Dear colleague,

The topological resonance energy (TRE) of benzene, 0.273 in units of the Hückel β, is the energy needed to thread a quarter of a magnetic flux quantum through the π ring of the Hückel model. I derive this for any monocycle, give the closed formulas, and then say how far the number can be carried toward your laboratory.

1. Premises and conventions

(a) The ring has N ≥ 3 equivalent atoms, each with one π orbital, and these orbitals are taken as orthonormal.

(b) The one-electron Hamiltonian is H = α·1 + β·A. Here α is the orbital energy, β < 0 is the resonance integral of a bond, the same for all N bonds, and A is the adjacency matrix, with A_rs = 1 for bonded atoms and 0 otherwise.

(c) The electrons are independent. There are 2n of them, and they fill the lowest levels in pairs.

An eigenvalue x of A gives a level α + xβ, so a large x means a low level. The π energy is 2nα + Xβ, where X is twice the sum of the n largest eigenvalues. A larger X means a more stable system.

(d) A magnetic flux φ through the ring enters as in London's theory of 1937: each bond element acquires a phase, A_rs = exp(iφ_rs) with φ_sr = −φ_rs, and the phases summed once around the ring give Φ = 2πφ/φ0, with the flux quantum φ0 = h/e. The sign of Φ depends on the sense of travel and will not matter. No coupling of the field to spin is included.

(e) Definition, after Aihara (1976) and Gutman, Milun and Trinajstić (1977). Expand the characteristic polynomial P(x) = det(x·1 − A), delete every term that comes from a closed ring of bonds, and call the rest the reference polynomial M(x). Fill its n largest roots with two electrons each to get X_ref. Then TRE = X − X_ref at zero flux. A positive TRE means that the ring lies below its reference by TRE·|β|.

2. The determinant, term by term

A determinant is a sum over permutations σ of the N atoms, each term being sgn(σ) times the product of the elements (x·1 − A) at positions r, σ(r). Every permutation splits into disjoint cycles, both the sign and the product factorise over them, and a cycle of length L has sign (−1)^(L−1). A cycle contributes only if each of its steps r → σ(r) stays on the atom or follows a bond. This leaves three kinds of factor.

A fixed atom gives x.

An exchange of two bonded atoms gives (−1)(−A_rs)(−A_sr) = −|A_rs|² = −1. The phase cancels.

A cycle of length L ≥ 3 must run around a ring of bonds, and gives (−1)^(L−1)·(−1)^L times the product of the A elements, that is, minus that product.

This is the content of Sachs's theorem (1964). In a monocycle the only ring of bonds is the whole perimeter. It uses all N atoms and can be run in two senses, with products exp(iΦ) and exp(−iΦ). All other terms are sets of k bonds with no atom in common, called k-matchings, each giving (−1)^k·x^(N−2k). With m_k the number of k-matchings and m_0 = 1,

P(x; Φ) = M(x) − 2cos Φ,   M(x) = Σ_k (−1)^k m_k x^(N−2k).

M is the matching polynomial, and it is the reference polynomial of definition (e). The spectrum depends on the bond phases only through their sum Φ. At zero flux P = M − 2. At Φ = π/2, which is φ = φ0/4, the cyclic term vanishes and P = M. The reference levels are therefore the eigenvalues of a Hermitian matrix, that of the same ring holding a quarter flux quantum, and so they are real.

3. The matching polynomial in closed form

Let L_p(x) be the matching polynomial of an open chain of p atoms, with L_0 = 1 and L_1 = x. In any matching the end atom is either free, which gives x times a matching of the other p − 1 atoms, or paired with its only neighbour, which gives −1 times a matching of the remaining p − 2. Hence L_p = x·L_(p−1) − L_(p−2).

Put x = 2cos θ. The identity sin((p+1)θ) + sin((p−1)θ) = 2cos θ·sin(pθ) shows that sin((p+1)θ)/sin θ obeys the same recursion, and it equals 1 at p = 0 and 2cos θ at p = 1. So L_p = sin((p+1)θ)/sin θ.

For the ring, pick one bond. Matchings that omit it are those of the chain of N atoms left by cutting it. Matchings that contain it give −1 times those of the chain of N − 2 atoms left by removing its two ends. Thus

M = L_N − L_(N−2) = [sin((N+1)θ) − sin((N−1)θ)]/sin θ = 2cos(Nθ).

The Chebyshev polynomial T_N is defined by T_N(cos θ) = cos(Nθ), so M(x) = 2T_N(x/2). Both sides are polynomials that agree on −2 < x < 2, hence everywhere. The zeros need Nθ to be an odd multiple of π/2:

x_k = 2cos((2k+1)π/2N),   k = 0, 1, …, N − 1.

The N angles are distinct and lie between 0 and π, where the cosine falls monotonically. These are therefore all the roots, none is degenerate, and they descend with k.

4. The levels at any flux

Since only Φ matters, spread it evenly, Φ/N on each bond. The eigenvalue equation reads x·c_r = exp(iΦ/N)·c_(r+1) + exp(−iΦ/N)·c_(r−1), with c_(r+N) = c_r. The trial c_r = exp(2πijr/N), j an integer, is periodic and gives

x_j(Φ) = 2cos((2πj + Φ)/N),

with N independent solutions for N consecutive values of j. This confirms sections 2 and 3 by a separate route: with θ = (2πj + Φ)/N one has 2cos(Nθ) − 2cos Φ = 0.

For 0 < Φ < π the levels descend as |2πj + Φ| grows, which is the order j = 0, −1, 1, −2, 2 and so on. If n = 2m + 1 is odd, the filled set is j = −m … m, and its angles are centred on Φ/N. If n = 2m is even, the filled set is j = −m … m − 1, centred on (Φ − π)/N.

One sum is needed. For n angles spaced by 2η and centred on ψ, multiply each cosine by 2sin η and use 2sin η·cos a = sin(a + η) − sin(a − η). The terms cancel in pairs except the outer two, sin(ψ + nη) − sin(ψ − nη) = 2cos ψ·sin(nη). The sum of the cosines is therefore cos ψ·sin(nη)/sin η. Here η = π/N, and each cosine carries a factor 4, made of 2 from x = 2cos θ and 2 from the double occupation:

n odd (4m + 2 electrons): X(Φ) = 4 sin(nπ/N)·cos(Φ/N)/sin(π/N),

n even (4m electrons): X(Φ) = 4 sin(nπ/N)·cos((π − Φ)/N)/sin(π/N).

By continuity both hold at Φ = 0 and Φ = π. For even n at Φ = 0 the last two electrons sit in a degenerate pair j = ±m, and X does not depend on how they are shared within it.

5. Reference energy and TRE

At Φ = π/2 both formulas contain cos(π/2N). With sin(π/N) = 2sin(π/2N)·cos(π/2N),

X_ref = 2 sin(nπ/N)/sin(π/2N).

The same follows from the roots x_k directly: k = 0 … n − 1 gives n angles spaced by π/N and centred on nπ/2N, so X_ref = 4cos(nπ/2N)·sin(nπ/2N)/sin(π/2N), which is the line above. The reference makes no distinction between odd and even n. The real ring does:

4m + 2 electrons: TRE = 4 sin(nπ/N)·[1 − cos(π/2N)]/sin(π/N),

4m electrons: TRE = 4 sin(nπ/N)·[cos(π/N) − cos(π/2N)]/sin(π/N).

For 0 < n < N the prefactor is positive, the first bracket is positive and the second is negative. That is the Hückel rule as a theorem of the model, and it depends on the electron count, whatever N is. The cyclopentadienyl anion (N = 5, n = 3) has TRE = 0.317, and the benzene dication with the geometry held regular (N = 6, n = 2) has −0.692.

For a neutral ring with even N we have n = N/2 and sin(nπ/N) = 1. Then X_ref = 2/sin(π/2N), while X = 4/sin(π/N) for N = 4m + 2 and X = 4cot(π/N) for N = 4m.

6. Large rings

Put y = π/N and use 1/sin y = 1/y + y/6 + 7y³/360 + … and cot y = 1/y − y/3 − y³/45 − … . Then

X_ref = 2/sin(y/2) = 4/y + y/6 + 7y³/1440 + …,
4/sin y = 4/y + 2y/3 + 7y³/90 + …,
4cot y = 4/y − 4y/3 − 4y³/45 − … .

The extensive term 4/y = 4N/π cancels in the difference. For the linear terms 2/3 − 1/6 = 1/2 and −4/3 − 1/6 = −3/2. For the cubic terms (112 − 7)/1440 = 7/96 and −(128 + 7)/1440 = −3/32. So

N = 4m + 2: TRE = π/(2N) + 7π³/(96N³) + …,
N = 4m: TRE = −3π/(2N) − 3π³/(32N³) − … .

The TRE itself goes to zero; +π/(2N) and −3π/(2N) are its leading terms, and the antiaromatic penalty is asymptotically three times the aromatic bonus. The columns below are N, X, X_ref, TRE and the leading term, all in units of β.

4     4.0000     5.2263     −1.2263     −1.1781
6     8.0000     7.7274     0.2726     0.2618
8     9.6569     10.2517     −0.5948     −0.5890
10     12.9443     12.7849     0.1594     0.1571
12     14.9282     15.3226     −0.3944     −0.3927

The digits are those of the model and claim nothing about molecules. For cyclobutadiene M = x⁴ − 4x² + 2 has the positive roots √(2 ± √2) = 1.8478 and 0.7654, while the ring itself has 2, 0, 0, −2.

7. The link to the ring current

The π energy varies as −|β|·X(Φ), and the current in the ring is minus its derivative with respect to φ, so I = (e|β|/ħ)·dX/dΦ, counted positive in the sense that would add to the flux. Since TRE = X(0) − X(π/2), it is minus the integral of dX/dΦ from 0 to π/2, and TRE·|β| is the rise in π energy as the flux goes from zero to φ0/4.

For 4m + 2 electrons X has a smooth maximum at Φ = 0, the current opposes the flux and is linear in it, and the ring is diamagnetic. For 4m electrons X has a cusp-shaped minimum at Φ = 0, because the field splits the half-filled pair j = ±m at first order, and the response is paramagnetic. Energy criterion and magnetic criterion read the same function X(Φ): the weak-field current probes it near Φ = 0, the TRE over a finite interval. For neutral 4m + 2 rings the curvature is X''(0) = −4/(N² sin(π/N)).

8. Range of validity

The results above are exact for premises (a) to (e). What follows is the size of what those premises leave out.

The choice of reference. M is the average of P(x; Φ) over the flux, since cos Φ averages to zero, but X_ref is not the average of X(Φ). For a neutral ring the average of cos(Φ/N) over 0 to π is (N/π)·sin(π/N), so the mean of X is 4N/π, the energy of N atoms in an infinite chain. For benzene this is 7.639, and the ring lies below it by 0.361|β| and not by 0.273|β|. The difference, π/(6N) at leading order, is of the same order in N as the TRE. Nor is the reference a molecule: hexatriene has five bonds, roots 2cos(kπ/7) and X = 6.988, whereas the reference keeps six bonds. A TRE is a difference fixed by a definition, and no single measurement returns it.

More than one ring. The quarter-flux reading holds for monocycles. In naphthalene a uniform field puts the same Φ through each hexagon and 2Φ through the perimeter, and cos Φ and cos 2Φ cannot vanish together.

Bond alternation. Let the bonds alternate as t1·β and t2·β with t1 = 1 + δ and t2 = 1 − δ, N even, n = N/2. The argument of section 2 carries over, with −t² for each matched bond and −2(t1·t2)^n·cos Φ for the cyclic term, so the reference is still the ring at Φ = π/2. With n two-atom cells and κ_j = (2πj + Φ)/n, the 2 × 2 Bloch matrix has zero diagonal and off-diagonal element t1 + t2·exp(iκ). Its eigenvalues are ±|t1 + t2·exp(iκ)|, and expanding the square gives x² = 4[cos²(κ/2) + δ²·sin²(κ/2)]. Therefore X = 4 Σ_j √(cos²(κ_j/2) + δ²·sin²(κ_j/2)), j = 0 … n − 1. For benzene at zero flux κ/2 = 0°, 60°, 120°, and X = 4 + 4√(1 + 3δ²) ≈ 8 + 6δ². For the reference κ/2 = 15°, 75°, 135°, and the coefficient of δ² is 2Σ sin²(κ/2)/|cos(κ/2)| = 8.76. So TRE ≈ 0.273 − 2.76δ². The full formula at δ = 0.1 gives X = 8.0596, X_ref = 7.8126 and TRE = 0.247. The π energy of both systems favours alternation, that of the ring less than that of its reference. For cyclobutadiene κ/2 = 0°, 90° gives X = 4(1 + |δ|), linear in the distortion. At δ = 0.1, X = 4.4 and X_ref = 5.273, so TRE = −0.873. The value −1.226 belongs to the square only. For large rings at fixed δ > 0 the 1/N laws fail. The summand is then analytic in z = exp(iκ) for r < |z| < 1/r, with r = (1 − δ)/(1 + δ), so its Fourier coefficient of order q falls as r^q up to a power of q. The sum over j keeps only orders that are multiples of n, and the flux-dependent part of X falls as r^n, with r = 0.82 at δ = 0.1.

Overlap. With a neighbour overlap s that carries the same phases, the overlap matrix is S = 1 + sA, and H − αS = γA with γ = β − αs. A and S share eigenvectors, so the levels are α + γ·x/(1 + sx). With a typical s = 0.25, benzene has X = 5.867, X_ref = 5.612 and TRE = 0.255 in units of γ. The coefficient changes little, the energy unit is a different one.

Electron repulsion. Add an on-site term U·Σ_r n_r↑·n_r↓ and keep the quarter-flux ring as reference, which is one natural extension of (e). At first order each spin has density 1/2 on every atom in both closed-shell systems, the energy is UN/4 in both, and it cancels. At second order an up electron goes from a filled j to an empty u and a down electron from a filled j′ to an empty u′. The matrix element is U/N when j + j′ − u − u′ is a multiple of N and zero otherwise, so the energy falls by (U²/|β|)·Σ/N², with Σ the sum of 1/(x_j + x_j′ − x_u − x_u′) over allowed terms. For benzene, with j = −1, 0, 1 filled and 2, 3, 4 empty, Σ = 3.625 at zero flux and 3.929 at Φ = π/2, where the gap is smaller. Dividing the difference by 36, TRE ≈ 0.273 − 0.0084(U/β)². For a typical effective U = 3|β| the reduction is about 0.08, some 28 % of the TRE. Higher orders are not included, so take this as a size and a sign. For 4m rings the repulsion acts at first order within the half-filled pair, and premise (c) says nothing about the order of its singlet and triplet states.

The σ frame is absent throughout, and so is any change of β with charge.

9. Benzene in numbers

The matchings of the hexagon number m_1 = 6, m_2 = 9 and m_3 = 2. For m_2, the six bonds form 15 pairs, of which 6 share an atom. The two 3-matchings are the Kekulé structures. So

M = x⁶ − 6x⁴ + 9x² − 2 = (x² − 2)(x⁴ − 4x² + 1),
P = M − 2 = (x² − 1)²(x² − 4).

The ring has filled levels 2, 1, 1 and X = 8. The reference has x² = 2 + √3, 2 and 2 − √3, so its filled levels are 1.9319, 1.4142 and 0.5176, which are 2cos 15°, 2cos 45° and 2cos 75°. Since √(2 ± √3) = (√6 ± √2)/2, the outer two add to √6, and

X_ref = 2(√2 + √6) = 7.7274,   TRE = 8 − 2√2 − 2√6 = 0.2726.

The flux formula reads X(Φ) = 8cos(Φ/6), with curvature −2/9 at the origin. The parabola Φ²/9 taken to Φ = π/2 gives π²/36 = 0.2742, close to the exact 0.2726, because the phase per bond is only 15°. Of the delocalisation energy 8 − 6 = 2 measured from three isolated double bonds, the TRE is 14 %. The remaining 1.727 is conjugation that the reference shares.

Conversion to eV needs β, which the model does not supply. Typical fitted values run from about −0.8 eV, where heats of reaction are the target, to about −2.5 eV, where spectra are. They give TRE·|β| = 0.22 eV and 0.68 eV, or, divided by Boltzmann's constant, about 2500 K and 7900 K. Against kT = 0.026 eV at 300 K, both these energies and the gaps, 2|β| in the ring and 1.035|β| in the reference, are large, so whole-number occupations are justified. The threefold spread in β outweighs each correction estimated for benzene in section 8.

Take a typical C–C distance of 1.40 Å. The hexagon area is (3√3/2)·(1.40 Å)² = 5.09 Å², and φ0/4 = 1.034 × 10⁻¹⁵ Wb. The uniform field that gives this flux is 2.03 × 10⁴ T. In such a field the spin splitting g·μB·B would be 2.4 eV, larger than the TRE for either β, so the reference is a pure orbital phase and no real field produces it. At 10 T normal to the ring, Φ = 7.7 × 10⁻⁴. With β = −2.5 eV the π energy rises by |β|Φ²/9 = 2 × 10⁻⁷ eV, the current unit e|β|/ħ is 0.61 mA, and the diamagnetic ring current (2/9)·Φ·e|β|/ħ is 0.10 μA. Your magnetic measurements see the curvature 2/9 of X(Φ) = 8cos(Φ/6) at the origin, and the TRE is the drop of that same curve from 8 to 7.727 at Φ = π/2.